These questions concern the electronic states of ordered Ta₃Ru and what they mean for a small change of composition. The density of states (DOS) counts how many one-electron states the crystal offers in each interval of energy. States below zero, the Fermi level, are filled and those above are empty. Three rows carry the argument: the tallest at -2.95 eV, the one at the Fermi level (0.05 eV) and the lowest at 0.45 eV.

Density of states of D0₃-ordered Ta₃Ru (4-atom cell, cubic a = 6.429 Å), from Ansatz 0.2.0 with r2SCAN, PAW and a 500 eV plane-wave cutoff, scalar-relativistic and without spin polarisation. Energies are counted from the Fermi level; states are from tetrahedra on an 18×18×18 k mesh, averaged over 0.2 eV bins. Shell columns are Löwdin projections summed over sites.

| energy (eV) | density of states total (states/eV/cell) | DOS Ta 5d (states/eV/cell) | DOS Ru 4d (states/eV/cell) | DOS Ta 6s (states/eV/cell) | DOS Ru 5s (states/eV/cell) | DOS Ta 5p (states/eV/cell) |
| --- | --- | --- | --- | --- | --- | --- |
| -5.55 | 0.96 | 0.180 | 0.09 | 0.52 | 0.1100 | 0.02000 |
| -5.35 | 2.12 | 0.650 | 0.4 | 0.86 | 0.1200 | 0.03000 |
| -5.15 | 2.10 | 0.810 | 0.54 | 0.63 | 0.0500 | 0.02000 |
| -4.95 | 2.29 | 0.900 | 0.63 | 0.54 | 0.1500 | 0.03000 |
| -4.75 | 3.26 | 1.400 | 0.87 | 0.68 | 0.2100 | 0.04000 |
| -4.55 | 3.74 | 1.700 | 1.08 | 0.69 | 0.1700 | 0.05000 |
| -4.35 | 3.49 | 1.660 | 1.23 | 0.42 | 0.1000 | 0.04000 |
| -4.15 | 4.28 | 2.090 | 1.58 | 0.34 | 0.1800 | 0.05000 |
| -3.95 | 4.79 | 2.360 | 1.71 | 0.33 | 0.2800 | 0.07000 |
| -3.75 | 4.90 | 2.540 | 1.76 | 0.25 | 0.2400 | 0.06000 |
| -3.55 | 3.57 | 1.950 | 1.28 | 0.11 | 0.1500 | 0.04000 |
| -3.35 | 2.70 | 1.310 | 1.2 | 0.05 | 0.0800 | 0.03000 |
| -3.15 | 4.63 | 1.640 | 2.83 | 0.02 | 0.0500 | 0.04000 |
| -2.95 | 10.91 | 3.170 | 7.51 | 0.04 | 0.0300 | 0.09000 |
| -2.75 | 4.85 | 1.600 | 2.97 | 0.11 | 0.0700 | 0.04000 |
| -2.55 | 3.01 | 1.130 | 1.58 | 0.16 | 0.0600 | 0.03000 |
| -2.35 | 2.17 | 1.060 | 0.87 | 0.15 | 0.0300 | 0.02000 |
| -2.15 | 2.74 | 1.730 | 0.73 | 0.16 | 0.0200 | 0.03000 |
| -1.95 | 2.22 | 1.530 | 0.45 | 0.12 | 0.0100 | 0.03000 |
| -1.75 | 3.64 | 2.330 | 0.89 | 0.24 | 0.0100 | 0.04000 |
| -1.55 | 5.20 | 3.980 | 0.76 | 0.25 | 0.0100 | 0.05000 |
| -1.35 | 6.31 | 4.910 | 0.79 | 0.33 | 0.0200 | 0.06000 |
| -1.15 | 4.91 | 3.660 | 0.75 | 0.26 | 0.0400 | 0.04000 |
| -0.95 | 5.12 | 3.670 | 0.81 | 0.28 | 0.1300 | 0.05000 |
| -0.75 | 4.76 | 3.490 | 0.67 | 0.27 | 0.1000 | 0.05000 |
| -0.55 | 4.40 | 3.230 | 0.58 | 0.26 | 0.0700 | 0.04000 |
| -0.35 | 3.62 | 2.540 | 0.61 | 0.18 | 0.0400 | 0.03000 |
| -0.15 | 2.74 | 1.870 | 0.5 | 0.15 | 0.0300 | 0.03000 |
| 0.05 | 2.02 | 1.260 | 0.47 | 0.12 | 0.0200 | 0.02000 |
| 0.25 | 2.34 | 1.400 | 0.67 | 0.12 | 0.0200 | 0.02000 |
| 0.45 | 0.65 | 0.350 | 0.12 | 0.06 | 0.0100 | 0.01000 |
| 0.65 | 1.83 | 1.000 | 0.52 | 0.10 | 0.0100 | 0.01000 |
| 0.85 | 2.77 | 1.650 | 0.67 | 0.15 | 0.0200 | 0.01000 |
| 1.05 | 3.04 | 1.780 | 0.87 | 0.14 | 0.0400 | 0.01000 |
| 1.25 | 3.52 | 2.070 | 1.16 | 0.12 | 0.0400 | 0.02000 |
| 1.45 | 4.92 | 3.000 | 1.57 | 0.10 | 0.0300 | 0.03000 |
| 1.65 | 5.20 | 3.590 | 1.26 | 0.05 | 0.0600 | 0.04000 |
| 1.85 | 5.95 | 4.400 | 1.1 | 0.11 | 0.1000 | 0.04000 |
| 2.05 | 3.23 | 2.470 | 0.49 | 0.08 | 0.0700 | 0.02000 |
| 2.25 | 3.87 | 2.940 | 0.6 | 0.09 | 0.1100 | 0.02000 |

**1. Does Ta₃Ru have a band gap?**

No. In a semiconductor the total would fall to zero at the Fermi level, whereas the row at 0.05 eV has 2.02 states per eV and cell. Slightly higher, at 0.45 eV, the total drops to 0.65, about a third of that, but it doesn't vanish. Such a valley in a metal is called a pseudogap. It matters because a small change in the number of electrons can alter the DOS at the Fermi level several-fold.

**2. Which element makes the tallest peak, and why is it so deep?**

Ruthenium does: its 4d shell supplies 69 % of the total at -2.95 eV. Imagine first the atoms far apart, each with a sharp d level. Along a row of the periodic table the pull on the d electrons grows, because the added electrons screen the added nuclear charge only in part. Ru stands further right in its row than Ta does in its own, and its d level lies deeper. The crystal keeps a trace of this order, since the filled Ru 4d states lie on average 0.7 eV below the filled Ta 5d states of the table.

The sharpness of the peak has a likely reason in the structure. Every Ru atom has only Ta atoms as near neighbours, so Ru d electrons spread from one Ru to the next mainly by way of Ta. That keeps part of their band narrow.

**3. Is the peak then a pure ruthenium level?**

No, and Ta 5d in the same row shows it: at -2.95 eV it is about twice the mean of its two neighbouring bins. Without mixing between the elements, Ta would have no reason to peak exactly where Ru does. The shared peak is what covalent mixing looks like in a DOS, with one electron state spread over both kinds of atom. Whether such a state is bonding can't be read from the DOS alone.

The empty side agrees. If Ru simply took electrons from Ta until its d shell was full, no Ru 4d states would remain above the Fermi level. The table has almost two of them per cell there, spread over the same range as the empty Ta 5d states. "Full Ru band, empty Ta band" is therefore a poor picture of this alloy.

**4. Which element dominates at the Fermi level?**

As a sum, tantalum: Ta 5d makes 62 % of the total at 0.05 eV. But the cell holds three Ta atoms and one Ru. Atom for atom, the 5d shell of an average Ta contributes 0.42 states per eV and the 4d shell of Ru 0.47, so the two are nearly equal. Columns that sum over sites should be divided by the number of atoms before elements are compared atom for atom.

**5. Why is the valley above the Fermi level and not at it?**

The atoms of Ta₃Ru sit on a body-centred cubic (bcc) lattice, on which Ta and Ru are ordered. In bcc transition metals the d states fall into a lower, mainly bonding group and an upper, mainly antibonding one, with a valley between them. The lower group is full at about six valence electrons an atom, as in molybdenum and tungsten. Ta brings five and Ru eight, so the cell has $3\times5+8=23$ electrons, one short of the $4\times6=24$ that would fill the lower group.

This can be checked by filling the empty bins one after another. Each is 0.2 eV wide, and three quarters of the bin at 0.05 eV lie above the Fermi level. The number of electrons needed to reach the lower edge of the lowest bin is

$$0.2\times(0.75\times2.02+2.34)\approx0.77 .$$

Filling the lowest bin as well takes another $0.2\times0.65=0.13$, which makes 0.90. The valley thus corresponds to 23.8 to 23.9 electrons a cell, just under six an atom. The printed output after this text lists these counts.

The agreement supports the bcc explanation, though the names bonding and antibonding come from theory and not from the table. The ordering of Ta and Ru may also deepen the valley; a comparison with a disordered alloy would test that.

**6. What would one more electron per cell do?**

Suppose that the bands stay as they are and only the filling changes, which is called the rigid-band picture. The Fermi level would then rise by about 0.6 eV. It would pass through the valley and stop just beyond the lowest bin, which is already full after 0.9 electron. The bin reached there averages 1.83, not much below the 2.02 at the present Fermi level. The DOS at the Fermi level would thus be lowest for slightly less than one added electron.

In practice the electron comes with a different atom, for instance one from the next column of the periodic table. Its stronger nuclear pull also shifts the d levels and changes the mixing. The rigid-band answer therefore gives the tendency, a DOS that dips before one full electron is added, more safely than the exact composition of the minimum. The way there isn't a steady fall: the bin at 0.25 eV, with 2.34, is slightly higher than the one at the Fermi level.

**7. Which digits can be trusted?**

The printed digits are finer than the physics. Rounding affects the lowest total by less than 1 %, yet the calculation leaves out spin-orbit coupling, which for Ta 5d states shifts and splits levels by roughly a few tenths of an eV. The valley is a single bin of 0.2 eV, so its depth and exact position could change noticeably. That Ru dominates the tallest peak and Ta the hump near -1.35 eV is much less exposed, though the height of the narrow Ru peak may change too.

The small columns need care too. Ru 5s at 0.45 eV is printed as 0.0100, but every entry of that column is a multiple of 0.01, so the last two zeros carry no information and rounding alone can change the value by half. In the same row 15 % of the total belongs to none of the listed shells, against about 2 % over the filled states, so percentages by shell are least reliable in the valley. If a decision on composition depends on the valley, the DOS should be recalculated with spin-orbit coupling and narrower bins, for the altered composition itself. Whether this ordered structure is stable is a separate question that the table doesn't test.

The analysis program printed:

```
energy of the lowest bin, eV: 0.45
total DOS in the bin at 0.05 eV over that in the lowest bin: 3.108
s share (Ta 6s and Ru 5s) of the total at -5.55 eV, %: 65.62
s share of the total at 0.05 eV, %: 6.931
Ru 4d share of the tallest bin, %: 68.84
Ta 5d share of the tallest bin, %: 29.06
Ta 5d at -2.95 eV over the mean of its two neighbour bins: 1.957
Ta 5d share of the total at -1.35 eV, %: 77.81
number of bins where Ru 4d exceeds the summed Ta 5d: 4
Ta 5d share of the total at 0.05 eV, %: 62.38
Ta 5d for one average Ta at 0.05 eV, states/eV: 0.42
mean energy of filled Ru 4d in the window, eV: -2.954
mean energy of filled Ta 5d in the window, eV: -2.267
filled Ru 4d centre below filled Ta 5d centre by, eV: 0.6871
filled Ru 4d electrons in the window: 7.157
empty Ru 4d states between the Fermi level and the window's top: 1.877
number of the 12 bins from 0.05 eV up where Ru 4d exceeds one average Ta 5d: 9
valence electrons in the window below the Fermi level: 21.99
valence electrons below the window, from a total of 23: 1.013
electrons to add to reach the lower edge of the lowest bin (0.35 eV): 0.771
electrons to add to reach the upper edge of the lowest bin (0.55 eV): 0.901
valence electrons an atom at the lower edge: 5.943
valence electrons an atom at the upper edge: 5.975
rigid-band Fermi level with one electron more, eV above the present one: 0.6041
share of the total in no listed shell at 0.45 eV, %: 15.38
share of the total in no listed shell over the filled window, %: 2.358
half a last digit as share of the lowest total, %: 0.7692
half a last digit as share of Ru 5s at 0.45 eV, %: 50
```
